**Question**

For an electron added to a highly charged gold ion, three energies are worth remembering. Binding in the $n=3$ shell is about 7 keV, the repulsion between two $n=3$ electrons is of the order of 100 eV, and correlation usually contributes a few eV.

Binding energies of one electron added to Au67+ ([Ne] 3s2), from PySCF 2.14.0 by Koopmans' theorem, second-order self-energy and EOM-EA-GCCSD (1s2 frozen, corrected in second order for omitted virtual orbitals). All use GHF spinors, an X2C one-electron Hamiltonian with screened-nucleus spin–orbit coupling, a Gaussian nucleus and an even-tempered 17s14p6d4f basis.

```csv
level,Koopmans (eV),second order (eV),"EOM-CCSD, corrected (eV)",EOM-CCSD less Koopmans (eV),one-particle weight
3p1/2,7916.167,7917.650,7916.875,0.708,0.998
3p3/2,7411.202,7413.870,7414.034,2.833,0.996
3d3/2,7167.103,7181.123,7155.903,-11.200,0.770
3d5/2,7056.193,7048.608,7056.288,0.095,0.983
4s1/2,4323.207,4325.539,4325.750,2.543,0.996
4p1/2,4253.420,4255.812,4256.100,2.680,0.994
4p3/2,4052.271,4059.801,4053.070,0.799,0.986
```

The Koopmans value is the binding energy of an empty orbital in the field of the unrelaxed ion. Second order and EOM-CCSD add the response of the core and electron correlation. The one-particle weight tells how far the final state is still "closed-shell ion plus one electron".

(a) Explain the order of the levels from limiting cases.

(b) EOM-CCSD adds 2.5 to 2.8 eV to the Koopmans value for 3p3/2, 4s1/2 and 4p1/2. Why do the other four rows differ, and why does second order move 3d3/2 the wrong way?

(c) Estimate the coupling behind the 3d3/2 anomaly.

**Model answer**

(a) Begin with an electron that stays outside the twelve core electrons. It sees the charge $79-12=67$, and without relativity its binding is $13.6\times67^2/n^2$ eV, or 6.8 keV for $n=3$ and 3.8 keV for $n=4$. This sets the large step between the shells. Every level in the table is bound more strongly than this limit, because a real orbital penetrates the core and because relativity adds binding.

The Dirac equation for a point charge separates these two causes. In that limit, levels with the same $n$ and $j$ coincide, so 3p3/2 would equal 3d3/2. Their Koopmans values differ by 244 eV, and that gap measures penetration: the p electron spends more time inside the core, where less of the nuclear charge is screened. The 70 eV between 4s1/2 and 4p1/2 has the same origin.

In the opposite limit, with relativity switched off, the two members of a doublet would merge. The actual splittings are 505 eV for 3p, 201 eV for 4p and 111 eV for 3d. Spin–orbit coupling acts close to the nucleus, where a p electron is dense and a d electron is kept away by its angular momentum.

A single number summarises the gross energies, though not the structure within a shell. Put the charge $79-\sigma$ into the Dirac formula and fit one screening constant $\sigma$ to all seven Koopmans values by least squares on the relative errors. The result is $\sigma\approx10.2$, with errors between −3.1 % and +2.2 % of the Koopmans value. The worst row is 3p1/2, off by about 241 eV, which penetrates more than the common $\sigma$ allows. By construction the formula also leaves no gap between 3p3/2 and 3d3/2 or between 4s1/2 and 4p1/2. The 3p splitting alone would need $\sigma\approx4.7$, since it is made deep inside the core; part of that screening is put in by the approximate spin–orbit operator.

(b) The usual gain of a few eV arises because the core responds to the added electron. If the core were stiff and the electron stayed outside it, this would be static polarisation, which falls roughly as $n^{-3}$, so that 4p should gain 0.42 times as much as 3p. The table gives ratios of 3.8 for $j=1/2$ and 0.28 for $j=3/2$. The static picture fails on both conditions. A 3p electron shares its shell with the 3s pair instead of staying outside it, and this core is not stiff: promoting 3s to 3p costs only a few hundred eV, comparable with the spacings of the added electron's own levels.

Energy can therefore be exchanged almost resonantly. The added 3d electron drops into one 3p level while a 3s electron rises into the other, which gives the configuration 3s 3p1/2 3p3/2. From 3d5/2 the drop must end in 3p3/2, because this exchange can change $j$ by at most one. In orbital energies the result is the same whichever electron goes where: the new configuration lies between the two 3d levels if a 3s electron is bound by between 8160 and 8271 eV. Levels that mix repel each other, so 3d3/2 is pushed to stronger binding and 3d5/2 to weaker binding. Second order does just this, with shifts of +14.0 and −7.6 eV. In the same way 4p3/2 can drop to 4s, releasing 271 eV, while 3s rises to 3p1/2; here second order gives +7.5 eV.

Second order, however, places the perturbing configuration by adding orbital energies. It leaves out that each promoted or added electron now faces one 3s electron fewer, and that the two outer electrons repel each other. For 3s 3p1/2 3p3/2 this means two repulsions removed and one added, a net gain in binding of the order of 100 eV. That is enough to carry the perturber past 3d3/2. The push then reverses, and EOM-CCSD gives −11.2 eV with a weight of only 0.77. For 3d5/2 the perturber, already more strongly bound, moves further away, and the large negative shift disappears. For 4p3/2 the perturber probably crosses as well and cancels much of the normal gain.

The small gain of 3p1/2, 0.7 eV, probably has another cause. The 3s pair of the bare ion lowers its energy by virtual excitation into the nearby 3p1/2 pair. An electron placed in 3p1/2 blocks that excitation, so part of the core's own correlation is lost. In 3p3/2 the blocked excitation lies much higher and matters less. As the most strongly bound level, 3p1/2 also lies furthest from the excited configurations it can mix with, which lowers its gain too.

(c) Treat 3d3/2 and one perturber as a two-level problem with coupling $V$ and mixing angle $\theta$. The configuration 3s 3p1/2 3p3/2 has two levels with the same $J$ as 3d3/2; lumping them into one makes $V$ an effective coupling. If $w$ is the one-particle weight, then $w=\cos^2\theta$ and

$$\tan\theta=\sqrt{\frac{1-w}{w}}=\sqrt{\frac{0.230}{0.770}}=0.547 .$$

Diagonalising the two-by-two matrix gives a shift of size $V\tan\theta$ and an unmixed gap of $V(\cot\theta-\tan\theta)$. Suppose that all other effects would have added 1.5 eV. The mixing must then account for $11.2+1.5=12.7$ eV, so

$$V\approx\frac{12.7}{0.547}\approx23\ \text{eV},\qquad \text{gap}\approx23\,(1.83-0.55)\approx30\ \text{eV},$$

with the perturber the more strongly bound.

Second order shifts the level by $V^2$ divided by its distance from the perturber. Its shift beyond the assumed 1.5 eV is 12.5 eV, which requires a perturber $23^2/12.5\approx40$ eV *less* bound than 3d3/2. Between the two methods the perturber has thus moved by about 70 eV, in keeping with the repulsion argument.

**Remarks on the reasoning**

The two-level estimate uses the 3d3/2 row to fix its unknowns, so reproducing that row proves nothing. A fairer check comes from the other rows. In second order the perturber is bound by the sum of the 3p1/2 and 3p3/2 Koopmans values less the 3s orbital binding, so the estimate implies a 3s value of about 8.20 keV. The negative second-order shift of 3d5/2 and the excess of the 4p3/2 shift over the normal gain, which did not enter the estimate, require a value between 8.19 and 8.27 keV. The check is modest: the 3d3/2 row alone already forces a value above 8.16 keV, and the perturbers were chosen for being near resonance. The value stays in this window when the assumed 1.5 eV is varied from 0 to 2.7 eV. The model does not carry over in detail. For 3d5/2 and 4p3/2 the coupling drawn from EOM-CCSD lies anywhere between 6 and 20 eV when the assumed gain is 1.5 to 2.7 eV, and with 0 eV no downward push is left to model. How far the perturber moves between the two methods is just as uncertain in these rows.

The numbers show that the two methods disagree most, by 7 to 25 eV, in exactly the three rows with the lowest weights. The names of the perturbing configurations rest on energy, parity and angular momentum. The blocking argument for 3p1/2 is sound theory, but no column isolates it.

A good answer does not interpret the sign of every small difference. The EOM-CCSD values include a correction for omitted virtual orbitals of 0.7 eV for 3d5/2 and 1.3 eV for 4p3/2, at least as large as the net gains in those rows. What survives is that 4p3/2 gains about 2 eV less than 4p1/2, whose correction is nearly the same. EOM-CCSD also describes the perturber less accurately than the one-electron state, and with a gap of only 30 eV this affects the 3d3/2 shift directly. The Breit interaction and QED are missing; in so heavy an ion they can reach the order of ten eV, more than the usual correlation gain. Together with the approximate spin–orbit term they can move the perturber by a fair part of the gap, so the 3d3/2 shift and weight belong to this Hamiltonian, not to the real ion. The $n=4$ levels, the highest computed, are also limited by the basis.

For a neighbouring level, take the gross energy first. Writing the 4p3/2 binding as $13.6\times67^2/(4-\delta)^2$ eV gives a quantum defect $\delta=0.118$, and the same $\delta$ puts 5p3/2 near $4052\times(3.882/4.882)^2\approx2560$ eV. The same step from 3p to 4p came out 0.6 % too high. Then compare the energy released when the added electron drops with the cost of promoting 3s. If they agree to within about 100 eV, the shift from second order is unreliable: in the three such rows here it differs from EOM-CCSD by 7 to 25 eV, and in 3d3/2 it clearly has the opposite sign.
